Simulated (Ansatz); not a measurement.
## In$_{3}$Sb: energy along a strain

In$_{3}$Sb, Pm-3m, a = 4.640 Å. The structure is a Materials Project entry; whether it is the stable form wasn't checked. Ansatz: PBEsol+D3(BJ), PAW, 420 eV, Γ-centred 10×10×10 mesh on 4 atoms, Gaussian smearing 0.15 eV; no spin polarisation. Cell vectors (Å): 4.640 0.000 0.000; 0.000 4.640 0.000; 0.000 0.000 4.640. The cell is strained by x per cent times the pattern (0 1 0 0 0 0) in the order xx yy zz yz xz xy (engineering shears), with fractional coordinates held. y is the free energy over the start, V0 = 24.978 Å³/atom. Points with a strain past 8.5 % were computed too (2) and aren't used here.

| x (%) | y (meV/atom) |
| --- | --- |
| -7.50 | ? |
| -5.00 | 7.44 |
| -2.50 | 1.31 |
| 0.00 | 0.00 |
| 2.50 | 1.92 |
| 5.00 | 8.46 |
| 7.50 | 20.12 |

Question: Fit y = c1 x + c2 x² + c3 x³ to the other rows, get the stiffness along the pattern, and predict the missing energy.

Answer: Least squares on the rows shown. y = 0.011080 x + 0.31789 x² + 0.0049195 x³. The clamped-ion stiffness p·C·p = 2 × 3.179 eV × 160.2 / 24.978 Å³ = 41 GPa, which is C22 in these axes (C11 of the cubic crystal); c1 is there for the stress left in the start, which by itself gives a slope of 0.03 meV/atom per %. The pressures of the same runs give B = −dP/dε = 53 GPa; in a cubic crystal a longitudinal stiffness under B means a negative shear constant, so this lattice is unstable. With a term in x⁴ added, the coefficient of x² becomes 0.2803, 12 % less, which shows how far this figure hangs on the form. At x = -7.50 the fit asked for gives 15.72 meV/atom. The run gave 20.79 meV/atom, so the fit is 5.07 meV/atom too low, 24 % of the span of the series, against an rms of 0.29 meV/atom on the fitted rows. The row lies outside the fitted range. With a term in x⁴ added, a fit to the same known rows predicts 20.16 meV/atom, so most of the miss is curvature that the known rows already hold.

Cost: 9 runs of about 2.7 core-minutes in all, on Intel Xeon Platinum 8488C (Sapphire Rapids) (shared hosts).

The energy rises for both signs of strain, yet this doesn't contradict the instability: a uniaxial strain mixes volume change with tetragonal shear, and the volume cost hides the gain from shear. The negative constant is the tetragonal one, C11 − C12, and the smaller quadratic coefficient from the quartic fit would only make it more negative. Relaxing the ions wouldn't remove it, because every atom sits on an inversion centre and stays there under homogeneous strain.

A likely cause is the band energy of the s-p electrons, which can favour a tetragonal distortion of a close-packed metal, as in elemental indium. Stretching costs more than compression at 2.50 and 5.00 %, but the order reverses at 7.50 %. This suggests that short-range repulsion, which normally makes compression the costlier direction, takes over only at the larger strain. A volume-conserving tetragonal path would be needed to show where the distortion ends and how much energy it gains.
